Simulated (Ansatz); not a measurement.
## A series in volume per atom on Si

All results are calculated (Ansatz 0.2.0). Periodic Kohn-Sham DFT of a crystal at fixed atoms; Kohn-Sham levels at symmetry points; band -1 is the highest filled and +1 the lowest empty one at that point, spin up along a +z start moment.

Cell of the first row (space group Fd-3m, No. 227):
```
Si
1.0
      0.0000     2.6600     2.6600
      2.6600     0.0000     2.6600
      2.6600     2.6600     0.0000
Si
2
Direct
  0.50000 0.50000 0.50000
  0.75000 0.75000 0.75000
```

Settings of every row: method all-electron LAPW; functional LDA; relativity scalar; k mesh 11x11x11; filling fermi-dirac; smearing width 0.08 eV; basis error target 0.25 meV/atom; nucleus gaussian.

Atom start moment: 0 on all atoms.

Limits: semilocal functionals tend to give too small a gap.

Limits of some rows: small gap, it may come from the mesh (row 1).

```
row  volume per atom (Å³)  band gap (eV)  smallest direct gap on path (eV)
  1                18.822          0.379                             2.553
  2                19.222          0.416                             2.545
  3                19.623              ?                                 ?
  4                19.823          0.467                             2.533
  5                20.023          0.474                             2.528
  6                20.224          0.499                             2.524
  7                20.424          0.515                             2.519
  8                20.824          0.544                              2.44
  9                21.225          0.572                             2.356
```

Question: what band gap should row 3 give?

Worked fit of band gap. Take t = volume per atom − 20, in Å³. The shown rows have t = -1.178, -0.778, -0.177, 0.023, 0.224, 0.424, 0.824, 1.225. Their means are 0.073375 and 0.4832 eV; the sums about the means are S_tt = 4.391 and S_ty = 0.3536, whose ratio is the slope. Least squares give band gap = 0.4773 + 0.08051 × t eV. The rows lie off it by -0.003, 0.001, 0.004, -0.005, 0.004, 0.004, 0.000, -0.004 (root mean square 0.0035 eV). The withheld row has t = -0.377, so the fit gives 0.4773 + 0.08051 × (-0.377) = 0.447 eV.

The calculation gave 0.451 eV. The fit lies 0.004 eV (2.1 % of the column's range) below it; its largest miss of a shown row is 0.005 eV.

The other values of row 3: smallest direct gap on path 2.537 eV.
